## Recovering $\varepsilon_c(n)$ from core-hole calculations: Al 2p on Al(100)

### 1. Janak's theorem with a core hole in a metal

Conventions: fixed nuclei, scalar-relativistic and spin-unpolarised, so "2p" is the centroid of the spin–orbit doublet. One site of a large supercell has 2p occupation $5+n$, spread evenly over six spin-orbitals; $\varepsilon_c$ is their mean eigenvalue. Hole charge: $q=1-n$.

Janak (1978): if $E$ is stationary with respect to all orbitals, $\partial E/\partial f_i=\varepsilon_i$. In a metal the cell stays neutral: charge $dq$ leaves the core and enters at the Fermi level. With smearing, $E$ is the free energy and $\varepsilon_F$ the chemical potential. Then

$$\frac{dE}{dq}=\varepsilon_F-\varepsilon_c\equiv b(q),\qquad E_B=E(q{=}1)-E(q{=}0)=\int_0^1 b\,dq=-\int_0^1\varepsilon_c(n)\,dn ,$$

with $\varepsilon_c$ measured from the $\varepsilon_F$ of the same calculation. $E_B$ is referred to the Fermi level, as in photoemission from a metal.

Taylor expansion about $n=\tfrac12$; odd terms integrate to zero:

$$E_B=-\varepsilon_c(\tfrac12)-\tfrac1{24}\varepsilon_c''(\tfrac12)-\tfrac1{1920}\varepsilon_c''''(\tfrac12)-\dots$$

- Initial state: $I=-\varepsilon_c(1)$. No relaxation.
- Slater transition state: $T=-\varepsilon_c(\tfrac12)$. For linear $\varepsilon_c(n)$, $T=-[\varepsilon_c(1)+\varepsilon_c(0)]/2=E_B$.
- Generalised transition state: $G=-[\varepsilon_c(1)+3\varepsilon_c(\tfrac13)]/4$. This Radau rule is exact for $1,n,n^2$ and gives $\tfrac14+\tfrac1{36}$ for $n^3$, so $E_B=G+\varepsilon_c'''/216$ for a cubic.
- Final state: $F=E(q{=}1)-E(q{=}0)$, equal to $E_B$ by definition.

Core treatment. The theorem needs a core that is relaxed in the crystal potential, as in all-electron augmented-wave methods or relaxed-core PAW. With one frozen-core dataset per $q$, the core orbitals are stationary in the reference atom only, and $\varepsilon_c$ reconstructed inside the sphere is not exactly $-dE/dq+\varepsilon_F$. Pseudopotential energies of different datasets also have different zeros, so absolute $F$ needs an all-electron atomic term. That term is site-independent and drops out of a shift.

### 2. Data

The values below are made for the exercise and rounded to 1 meV. They stand for relaxed-core slab calculations with the hole in the central layer (bulk) or the top layer (surface). $H=-\varepsilon_c(\tfrac13)=b(\tfrac23)$. $\Delta$ is surface minus bulk; negative means smaller binding energy at the surface.

| | $I$ | $T$ | $H$ | $F$ |
|---|---|---|---|---|
| bulk (eV) | 64.842 | 72.581 | 75.310 | 72.704 |
| surface (eV) | 64.781 | 72.482 | 75.201 | 72.608 |
| $\Delta$ (meV) | −61 | −99 | −109 | −96 |

Assumed noise (k-mesh, smearing, slab size): independent, $\sigma=2$ meV per entry, hence $\sqrt2\sigma=2.8$ meV per shift. Rounding adds $1/\sqrt{12}=0.3$ meV and is ignored.

**Problem.** Infer $b(q)$ at each site, predict the full-hole eigenvalue, and split the surface shift into initial-state and relaxation parts.

### 3. Model and inversion

Four data per site allow a cubic. A convenient basis:

$$b(q)=b_0+Uq+\kappa\,q(q-1)+\lambda\,q(q-\tfrac12)(q-1).$$

Meaning: $U=b(1)-b(0)$ is the screened mean slope, $\kappa=\tfrac12 b''(\tfrac12)=-\tfrac12\varepsilon_c''(\tfrac12)$, $\lambda=\tfrac16 b'''=\tfrac16\varepsilon_c'''$. Forward map, using $\int_0^1 q(q-1)dq=-\tfrac16$ and the oddness of the last term about $q=\tfrac12$:

$$I=b_0,\quad T=b_0+\tfrac U2-\tfrac\kappa4,\quad F=b_0+\tfrac U2-\tfrac\kappa6,\quad H=b_0+\tfrac{2U}3-\tfrac{2\kappa}9-\tfrac\lambda{27}.$$

Subtract $T$ from $F$ for $\kappa$; insert in $F-I$ for $U$; note $G=(I+3H)/4=F-\lambda/36$:

$$b_0=I,\qquad \kappa=12(F-T),\qquad U=6F-4T-2I,\qquad \lambda=36F-9I-27H .$$

The map is linear, so it holds for the shifts as well.

| | $b_0$ | $U$ | $\kappa$ | $\lambda$ |
|---|---|---|---|---|
| bulk (eV) | 64.842 | 16.216 | 1.48 | 0.40 |
| surface (eV) | 64.781 | 16.158 | 1.51 | 0.43 |
| uncertainty per site (eV) | 0.002 | 0.015 | 0.03 | 0.09 |
| $\Delta$ (eV) | −0.061 | −0.058 | 0.04 | 0.04 |
| uncertainty of $\Delta$ (eV) | 0.003 | 0.021 | 0.05 | 0.13 |

Prediction for the bulk site: $-\varepsilon_c(0)=b(1)=6F-4T-I=81.058\pm0.015$ eV.

Truncation errors of the eigenvalue estimates, bulk site, estimate minus $F$:

| estimate | value (eV) | formula | estimate $-\,F$ (eV) |
|---|---|---|---|
| $I$ | 64.842 | $-U/2+\kappa/6$ | −7.862 |
| $T$ | 72.581 | $-\kappa/12$ | −0.123 |
| $[b(0)+b(1)]/2$ | 72.950 | $+\kappa/6$ | +0.246 |
| $G$ | 72.693 | $-\lambda/36$ | −0.011 |

The end-point mean errs twice as far as $T$, with opposite sign. The curvature term that $T$ neglects, 0.123 eV, exceeds the whole surface shift. $T$ still serves for the shift because only $\Delta\kappa/12=\Delta F-\Delta T=3\pm4$ meV survives the subtraction. Likewise $\Delta G=-97$ meV.

Vacuum reference: adding the compiled (100) work function, 4.31 eV (Tran 2019), gives 77.01 eV for the model's bulk level. Both sites share $\varepsilon_F$, so the work function cancels in $\Delta$.

### 4. Uniqueness

- Within cubics the solution is unique. The matrix from $(b_0,U,\kappa,\lambda)$ to $(I,T,F,H)$ has determinant $-1/648$.
- Replace $H$ by the full-hole value $b(1)$ and the determinant is zero. The $\lambda$ term vanishes at $q=0,\tfrac12,1$ and has zero integral. The four numbers then obey Simpson's relation $F=[I+4T+b(1)]/6$ for every cubic. They test consistency and say nothing on $\lambda$. A further node is needed.
- Beyond cubics uniqueness fails. The quartic $\nu(q)=q(q-\tfrac12)(q-\tfrac23)(q-\tfrac7{10})$ vanishes at the three nodes and integrates to zero, so $b+\mu\nu$ fits the same data for any $\mu$. Since $\nu(1)=\tfrac1{20}$, an illustrative $\mu=0.1$ eV moves the predicted $b(1)$ by 5 meV, below its 15 meV uncertainty. A computed $b(1)$ would fix $\mu$, with a factor 20 on the mismatch.
- A photoemission line shift supplies only the counterpart of $\Delta F=\Delta b_0+\Delta U/2-\Delta\kappa/6$: one equation. It cannot separate initial state from relaxation.

### 5. Propagation of errors

For $p=\sum_i c_i d_i$ with independent data, $\sigma_p=\sigma\sqrt{\sum_i c_i^2}$:

$$\sigma_U=\sqrt{56}\,\sigma=7.5\sigma,\qquad \sigma_\kappa=12\sqrt2\,\sigma=17\sigma,\qquad \sigma_\lambda=\sqrt{2106}\,\sigma=46\sigma .$$

These give the uncertainty rows of the parameter table. Small sensitivity of $E_B$ to a coefficient means large amplification when that coefficient is inferred.

- $U$ and $\kappa$ share $F$ and $T$: covariance $120\sigma^2$, correlation 0.94. The relaxation term $U/2-\kappa/6=F-I$ is far better determined than either, at $\sqrt2\sigma$.
- Systematic case: an offset $\delta$ in $F$ relative to the eigenvalues, such as a frozen-core breach of the theorem, enters $U,\kappa,\lambda$ as $6\delta,12\delta,36\delta$. The data cannot tell it from curvature. A site-independent $\delta$ cancels in all $\Delta$.
- Per site, $\kappa$ and $\lambda$ are resolved from zero. Their surface changes are not.

Constrained fit. Set $\Delta\kappa=\Delta\lambda=0$. Then $\Delta b=\Delta b_0+\Delta U\,q$ is fitted to four points with abscissae $0,\tfrac12,\tfrac12,\tfrac23$ for $\Delta I,\Delta T,\Delta F,\Delta H$. Mean abscissa $\tfrac5{12}$, $\sum(q_i-\bar q)^2=\tfrac14$. Least squares gives

$$\Delta b_0=-61\pm3\ \text{meV},\qquad \Delta U=-72\pm6\ \text{meV},\qquad \chi^2=0.6\ \ (2\ \text{degrees of freedom}),$$

$$\Delta E_B=\tfrac19\Delta I+\tfrac5{18}(\Delta T+\Delta F)+\tfrac13\Delta H=-97.3\pm1.5\ \text{meV}.$$

The smaller bar is bought with the constraint. Inserting the full forward map, this estimator is biased by $-\tfrac5{216}\Delta\kappa-\tfrac1{81}\Delta\lambda$. At the uncertainties of $\Delta\kappa$ and $\Delta\lambda$ the two terms are 1.1 and 1.6 meV in size, comparable with the bar. Unless the constraint is known independently, quote the unconstrained values.

### 6. Result

The model's surface shift is $\Delta E_B=-96\pm3$ meV: initial state $\Delta I=-61\pm3$ meV, relaxation $\Delta F-\Delta I=-35\pm4$ meV. In these data the hole costs less relaxation-corrected repulsion at the surface, $\Delta U<0$. The inputs were chosen so that $F$ lies near the typical Al 2p binding energy of about 73 eV and $\Delta F$ near the typical Al(100) surface shift of about $-0.1$ eV. The split into $-61$ and $-35$ meV, and the values of $U$, $\kappa$ and $\lambda$, belong to the exercise data and not to aluminium.